**Question: how do I read this loss spectrum of diamond, and where is the plasmon?**

I have an RPA energy-loss spectrum of diamond (Hartree kernel on LDA states, zero momentum transfer), meant for comparison with low-loss electron spectra of a deposited film.

Yambo 5.3.0, RPA loss function of diamond (Hartree kernel, optical limit, field direction xy) on Quantum ESPRESSO LDA states without quasiparticle correction. PseudoDojo 0.4.1 SR LDA standard potentials, wave cutoff 1115.67 eV, 14×14×14 k-mesh, 29 bands, screening block 2 Ry, damping 0.2 eV.

```csv
row,loss function,loss energy (eV)
1,0.003,0.000
2,0.003,1.055
3,0.003,1.960
4,0.003,3.015
5,0.004,4.070
6,0.006,5.126
7,0.025,6.030
8,0.043,7.085
9,0.052,8.141
10,0.044,9.196
11,0.044,10.100
12,0.055,11.160
13,0.058,12.210
14,0.158,13.270
15,0.167,14.170
16,0.128,15.230
17,0.201,16.280
18,0.287,17.340
19,0.243,18.240
20,0.246,19.300
21,0.590,20.350
22,0.659,21.410
23,0.742,22.310
24,0.946,23.370
25,0.977,24.420
26,1.068,25.480
27,1.130,26.380
28,1.527,27.440
29,1.566,28.490
30,1.701,29.550
```

1. The same run has a gap of 4.14 eV. Why does nothing happen there?
2. Why is the loss not zero inside the gap, even in row 1?
3. Absorption peaks at 11 eV. Why is row 12 so small?
4. Row 30 is the largest. Is the crystal absorbing more strongly there?
5. Is row 30 the plasmon?
6. What would change with other settings or another density?
7. Which digits and which wiggles can I trust?

**Answer**

The loss energy $E$ is the energy that a fast electron hands to the crystal, and the loss function $L$ weighs how likely that is. With the dielectric function $\varepsilon=\varepsilon_1+i\varepsilon_2$,

$$L=\mathrm{Im}\left(-\frac{1}{\varepsilon}\right)=\frac{\varepsilon_2}{\varepsilon_1^2+\varepsilon_2^2}\le\frac{1}{|\varepsilon|}\le\frac{1}{\varepsilon_2}.$$

Light is absorbed according to $\varepsilon_2$, but the field of a passing charge is first screened, that is divided by $\varepsilon$, and that puts $|\varepsilon|^2$ in the denominator. A single undamped oscillator of energy $E_0$ and strength $E_p^2$ shows the limits:

$$\varepsilon(E)=1+\frac{E_p^2}{E_0^2-E^2}.$$

Far below $E_0$, $\varepsilon$ is real and constant, so there is no loss. Near $E_0$, $|\varepsilon|$ is very large, so the charge is screened and the loss stays small. Far above $E_0$ the electrons behave as if free, $\varepsilon$ climbs from negative values through zero, and the loss peaks. Rows 1, 12 and 30 stand for these three regimes; the arithmetic on them is printed after this answer.

### 1. The onset

The 4.14 eV gap is indirect: the bottom of the conduction band lies at a different crystal momentum from the top of the valence band. With zero momentum transfer and no phonons, only vertical transitions enter $\varepsilon_2$, so theory puts the onset at the direct gap, 5.56 eV on this mesh. The table agrees: $L$ rises by only 0.002 from row 5 to row 6, the step that straddles the indirect gap, while the step from row 6 to row 7, which straddles the direct gap, is a factor of 4.2 and the largest ratio between neighbouring rows.

This onset is a difference of LDA eigenvalues with no quasiparticle correction. LDA is known to place the gaps of diamond too low; the measured indirect gap, as a rough recalled figure, is 5.5 eV, and it includes effects of temperature and zero-point motion that the run leaves out. Its closeness to the direct gap of this run is a coincidence between two different quantities. The onset in the table should therefore not be used as the band gap of the film.

### 2. Row 1 and the signal in the gap

No vertical transition exists below the direct gap, so rows 1 to 6 hold only the tails of the 0.2 eV damping given to every transition. Such tails grow as a transition comes closer, which fits the rise to 0.006 in row 6, about two dampings below the edge. They are a numerical broadening and have no bearing on defect or gap states.

Row 1 allows a check of size. With $\varepsilon_2\ll\varepsilon_1$ and the static constant $\varepsilon_s=5.78$ of the same run, $\varepsilon_2\approx L\varepsilon_s^2=0.003\times5.78^2=0.10$. When a real field drives a real polarisation, $L$ is odd in $E$ and vanishes at zero, so the broadening used does not keep that symmetry. A form that does leave a remainder, assumed here because the outputs do not name the one used, is one in which a transition at $E_0$ contributes as $1/(E_0-i\eta)$ at zero energy, with $\eta$ the damping, giving $\varepsilon_2/(\varepsilon_s-1)\approx\eta/E_0$.

Taking the absorption peak for $E_0$ gives $\eta/E_0=0.018$. Row 1 implies 0.017 to 0.024 once its rounding is allowed for. The size matches, which supports the damping as the source, though one significant figure can't single out the line shape.

### 3. Row 12 and the absorption peak

The same run gives a peak height of 19.58 at 11.005 eV. If that height is $\varepsilon_2$ of the same dielectric function that gives $L$, which I assume, the inequality caps the loss there at $1/19.58=0.051$. The two neighbouring rows are of just that size, with 0.055 in row 12. Strong absorption therefore forces a small loss: the polarisation that absorbs light so well also screens the passing electron.

Row 12 lies slightly above the cap, and that is allowed, because it sits just past the peak. Read backwards, it says that $|\varepsilon|$ is at most $1/0.055=18.2$ at 11.16 eV. A straight line between rows 11 and 12 overshoots the cap at the peak energy by 4.5 % of the cap, more than rounding allows. Under the assumption above, $L$ bends between the rows, and interpolating this table is unsafe at that level.

### 4. Row 30 and the rise

The same inequality answers this without any model. Row 30 has $L=1.701$, so both $|\varepsilon|$ and $\varepsilon_2$ are at most $1/1.701=0.588$ there. The absorptive part is then at least 33 times smaller than the 11 eV peak height, while the loss is 31 times that of row 12. The rise comes from the denominator shrinking.

From row 26 on, $L$ exceeds 1, which requires $|\varepsilon|<1$. The field of the charge is then stronger inside the crystal than it would be in vacuum. Standard theory reads this as the region of the plasmon, the collective oscillation of the whole valence charge that sustains itself where $\varepsilon$ comes near zero.

### 5. The plasmon

No. Row 30 is only the largest of the 30 sampled rows, and their unbroken climb from row 19 on is partly an effect of the sampling. The run's full curve of 200 points has a peak of 1.778 at 28.79 eV, between rows 29 and 30, where $\varepsilon_1$ crosses zero. It then falls to 1.456 and recovers to 1.745 at 30.0 eV, where the run stops.

A zero of $\varepsilon_1$ with small $\varepsilon_2$ is the usual mark of a plasmon, so the peak at 28.79 eV is a candidate. With the loss almost as high again at the edge of the window, though, this run can't say whether that is the main peak or a structure on its flank.

The free-electron limit ($E_0\to0$) gives $\varepsilon=1-E_p^2/E^2$, which vanishes at $E_p$. In atomic units $E_p=\sqrt{4\pi n a_0^3}$ hartree, with $n$ the valence density and $a_0$ the Bohr radius. The estimate has no adjustable constant and uses no row of the table, only eight valence electrons and the cell volume:

$$n=\frac{8}{11.337\ \text{Å}^3}=0.7057\ \text{Å}^{-3},\qquad na_0^3=0.7057\times0.5292^3=0.1046,$$

$$E_p=\sqrt{4\pi\times0.1046}\times27.21\ \text{eV}=1.146\times27.21\ \text{eV}=31.2\ \text{eV}.$$

That is 1.6 eV above row 30 and outside the window. The free-electron picture knows of no gap and no interband structure, so it fails at low energies, and it should err low at the peak. In the oscillator formula $\varepsilon$ vanishes at $\sqrt{E_p^2+E_0^2}$, because the bonds add a restoring force to the Coulomb one. If the static constant is used to fix $E_0$, that zero lies at $E_p\sqrt{\varepsilon_s/(\varepsilon_s-1)}=34.3$ eV, an estimate that puts all transitions into one oscillator. The measured plasmon, roughly 34 eV as a recalled figure, lies on that side.

The run's own zero of $\varepsilon_1$ at 28.79 eV does not. It is 2.4 eV below even the free-electron value, so the one-oscillator picture fits this part of the curve badly. Interband transitions in this range or the graininess of the k-mesh could take $\varepsilon_1$ through zero early, but neither has been tested, and whether a higher peak follows can only be seen beyond 30 eV.

Two sum rules say how much of the spectrum is beyond the window. The first is $\int E\,L\,dE=\tfrac{\pi}{2}E_p^2$, and the rows supply 19 % of it. The second, $\tfrac{2}{\pi}\int L/E\,dE=1-1/\varepsilon_s$, needs no electron count, and the rows above the direct gap supply 41 % of it; it fills faster because it favours low energies. Both shares are rough, since the rows are about 1 eV apart, and the first rule is not exact with a finite number of bands and a nonlocal potential. Shortfalls this large still mean that most of the loss lies above 30 eV.

### 6. Other settings, other densities

One change is shown by the run itself. Local fields, the variation of the induced field within a unit cell, lower the static constant from 5.928 to 5.780, or by 2.5 % of the independent-particle value. The screening block was set to 2 Ry, below the first shell of reciprocal vectors at 2.6 Ry. A Hartree kernel with no such vector would leave the constant unchanged, so at least some were included, but the correction is not tested for convergence and its size near the plasmon can't be inferred from the static value.

The rest is expected from theory, with no second run behind it. A smaller damping should lower rows 1 to 6 roughly in proportion and sharpen the structure above them. A quasiparticle correction would move the onset and the interband features up, and electron-hole attraction would pull weight back down. Density acts through $E_p\propto\sqrt n$: a volume larger by 1 % lowers the estimate by 0.15 eV, and the cell here was used as given, without relaxation. A heavier element of the same group, with four valence electrons in a larger cell, has a lower free-electron plasma energy by the same rule.

### 7. Digits and wiggles

Rounding to three decimals is 17 % of row 1, under 1 % of row 12 and negligible in row 30. Rows 1 to 6 are thus one-figure numbers that reflect the damping. Higher up, the printed digits are precise as output, but the mesh, the band count and the screening block each have a single value here, so no digit has been shown to be converged.

The loss falls at three steps, into rows 10, 16 and 19, by 15 to 23 % of the preceding value, well beyond rounding. These dips are in the calculated curve. The rows are about five dampings apart, however, so a feature as narrow as the damping can fall between two of them or land on one. The peak at 28.79 eV and the drop after it are lost from the table in just this way. On a single k-mesh, real interband structure and the graininess of a finite sum over k-points look alike, and I would assign no transition to any dip or step until it survives a denser mesh. For the film, compare the envelope, and take the plasmon energy only from a run that extends well past 30 eV.

Output of the analysis:

```
run step 0.1508 eV; 30 of 200 points; row spacing 0.90-1.06 eV, mean 1.02 eV
mean row spacing = 6.8 run steps = 5.1 x damping; last row 0.45 eV below window end
indirect gap 4.138 eV, direct gap 5.560 eV, difference 1.421 eV
rows below direct gap: 6, loss 0.003-0.006
large ratio: row 6->7 (5.13->6.03 eV) x4.17
large ratio: row 13->14 (12.21->13.27 eV) x2.72
large ratio: row 20->21 (19.30->20.35 eV) x2.40
large rise: row 27->28 (26.38->27.44 eV) +0.397
large rise: row 20->21 (19.30->20.35 eV) +0.344
large rise: row 23->24 (22.31->23.37 eV) +0.204
drop: row 9->10 -0.008 (-15 %), 8 x rounding limit 0.001 of a difference
drop: row 15->16 -0.039 (-23 %), 39 x rounding limit 0.001 of a difference
drop: row 18->19 -0.044 (-15 %), 44 x rounding limit 0.001 of a difference
rounding +-0.0005 is 16.67 % of loss 0.003 in row 1
rounding +-0.0005 is 2.00 % of loss 0.025 in row 7
rounding +-0.0005 is 0.91 % of loss 0.055 in row 12
rounding +-0.0005 is 0.08 % of loss 0.590 in row 21
rounding +-0.0005 is 0.03 % of loss 1.701 in row 30
Im eps at 0 eV implied by row 1 (L x eps0^2): 0.100, range 0.084-0.117
that / (eps0-1): 0.021, range 0.017-0.024; damping / absorption peak energy 0.018
absorption peak 11.005 eV, height 19.58: upper bound on loss 1/height = 0.0511
rows 11, 12: 0.044, 0.055; linear interpolation 0.0534, +4.5 % against the bound
row 12 (11.16 eV): |eps| and Im eps at most 1/L = 18.182
row 14 (13.27 eV): |eps| and Im eps at most 1/L = 6.329
row 21 (20.35 eV): |eps| and Im eps at most 1/L = 1.695
row 26 (25.48 eV): |eps| and Im eps at most 1/L = 0.936
row 30 (29.55 eV): |eps| and Im eps at most 1/L = 0.588
absorption peak height / bound on Im eps in row 30: 33.3
first row with loss above 1: row 26; rows above 1: 5
loss row 30 / row 12: 30.9; slope rows 29-30: 0.127 per eV
cell volume 11.337 A^3, valence density 0.7057 per A^3, free-electron plasma energy 31.19 eV
that lies 1.64 eV above row 30 and 1.19 eV above the window end
1 % larger volume shifts it by -0.15 eV
integral of E x L: 292 eV^2 = 19 % of (pi/2) Ep^2 = 1528 eV^2
share of that integral from rows 21-30: 88 %
(2/pi) integral of L/E, rows above direct gap: 0.338 = 41 % of 1-1/eps0 = 0.827
static eps 5.780 with local fields, 5.928 without: -0.148 (-2.5 %)
first nonzero G shell 2.61 Ry; screening block 2.0 Ry
```
